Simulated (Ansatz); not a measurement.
Level of theory: DFT PBE, scalar-relativistic, plane waves, PAW in Ansatz. All cells share a 420 eV cutoff and Γ-centred k meshes spaced at most about 0.3 Å⁻¹ (about 0.25 or finer for metals, 2π included). No spin polarisation in the final relaxations.

All energies are static (0 K, no zero-point motion).

Two relaxed structures of TiW₃:

A. Space group Cmmm (No. 65), orthorhombic, a = 5.316 Å, b = 9.228 Å, c = 2.681 Å. Ti has 2 W at 2.66 Å, 2 Ti at 2.68 Å and 8 W at 2.98 Å; W on a site of symmetry 2/m has 4 W at 2.66–2.68 Å, 4 Ti at 2.98 Å and 4 W at 2.98 Å; around W on a site of symmetry mmm lie 2 Ti at 2.66 Å, 2 W at 2.68 Å and 8 W at 2.98 Å.

B. Space group P-6m2 (No. 187), hexagonal, a = 2.785 Å, c = 9.869 Å. Around Ti lie 6 Ti at 2.79 Å and 6 W at 2.95 Å; W on a site of symmetry -6m2 has 12 W at 2.79–2.94 Å; W on a site of symmetry 3m is surrounded by 9 W at 2.79–2.94 Å and 3 Ti at 2.95 Å.

Problem. Which would you expect to be lower, and how large is the difference?

Solution. A is lower, by 193 meV/atom. A has Ti and W ordered on fcc sites, space group Cmmm (No. 65), 16.4 Å³/atom and no gap on its mesh; B has Ti and W ordered on hcp sites, space group P-6m2 (No. 187), 16.6 Å³/atom and no gap. Counting all near atoms (those within 1.25 times the shortest distance at each site; a plus sign parts nearer from farther groups), A has Ti 4+8, W 4+8 and B has Ti 12, W 12. Even the lower one lies +0.22 eV/atom against the reference forms of the elements (uncorrected), so neither is stable at this level. Both come from invented guesses. A third cell relaxed alike, in Cmmm, lies 254 meV/atom below the lower of the two; the P-6m2 cell fell into it when its atoms were moved at random.

These runs have no spin–orbit coupling, which can matter for W. Cells relaxed within their symmetry can be saddle points.

The 193 meV/atom gap is not a pure fcc-hcp stacking energy. A has relaxed well away from ideal fcc, with four short and eight long contacts per atom, a tetragonal-like stretch opposite to the one leading to bcc. The two cells also differ in chemical order: Ti forms complete layers in B but has mostly W neighbours in A. Strain relief and Ti-W bonding probably both favour A, but the comparison cannot separate them.

The larger effect is the cost of close packing itself. With a nearly half-filled d band, W-rich alloys favour bcc, where a pseudogap separates bonding from antibonding states. This suggests that the third cell, 254 meV/atom below A, is bcc-like. That cell falls slightly below the elemental references, so the positive formation energy of A does not show that Ti and W repel each other at this composition. Nor does the small negative value establish a stable compound, since competing Ti-W orderings and compositions are not compared.
